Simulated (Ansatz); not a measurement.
# Ligand exchange: GaH2(CH3) + C4H8O → GaH2(OH) + C5H10

Species: GaH2(CH3), singlet; C4H8O (3-buten-1-ol) `C=CCCO`, singlet; GaH2(OH), singlet; C5H10 (1-pentene) `C=CCCC`, singlet. The partners trade CH3 for OH: Ga–CH3 and C–OH bonds give way to Ga–OH and C–CH3.

Shapes, held fixed at every level: PBE0-D4/def2-TZVP. Flexible molecules stand in one conformer, not always the lowest. Programs: Ansatz 0.2.0. Electronic energies: no zero-point or thermal term.

```
              level                   kind  ΔE (kJ/mol)  less CCSD(T)/def2-TZVPP  CPU time (sum over the molecules)
  PBE-D4/def2-TZVPP                    GGA       -117.2                     +6.7                               30 s
B3LYP-D4/def2-TZVPP          global hybrid       -121.5                     +2.4                               50 s
 PBE0-D4/def2-TZVPP          global hybrid       -116.2                     +7.7                               32 s
  B2PLYP/def2-TZVPP          double hybrid       -126.2                     -2.3                               60 s
     MP2/def2-TZVPP    perturbation theory       -131.1                     -7.2                                  –
    CCSD/def2-TZVPP  coupled cluster or CI       -123.6                     +0.3                                  –
 CCSD(T)/def2-TZVPP  coupled cluster or CI       -123.9                      0.0                             48 min
```

The highest level, CCSD(T)/def2-TZVPP, gives ΔE = -123.9 kJ/mol; the levels span -131.1 to -116.2. The column of differences is taken from that level and isn't an error. No measured value is set beside it here. Relativity is left out for Ga. Outer-core shells of Ga are correlated in most correlated rows, in sets that cover them unevenly. Times are processor times on shared x86 and Arm servers, and rough.

Every level makes the exchange of CH3 for OH strongly exothermic, so the preference of gallium for oxygen doesn't hinge on the choice of method. The main reason is probably the gain in going from Ga–C to Ga–O: oxygen's higher electronegativity gives a more polar bond with a large electrostatic contribution, and its lone pairs can donate weakly into the empty 4p orbital of three-coordinate gallium. On the carbon side, a C–O bond gives way to a C–C bond of broadly similar strength, which offsets little of that gain.

CCSD and CCSD(T) differ by only 0.3 kJ/mol, so connected triples hardly affect the balance, whereas MP2 exaggerates the exothermicity. PBE and PBE0 nearly coincide, which suggests that exact exchange isn't what separates these functionals from coupled cluster.

The reaction energy doesn't establish a feasible route: alcohols typically cleave Ga–C bonds by protonolysis, forming an alkoxide and an alkane, rather than transferring their OH group to gallium.
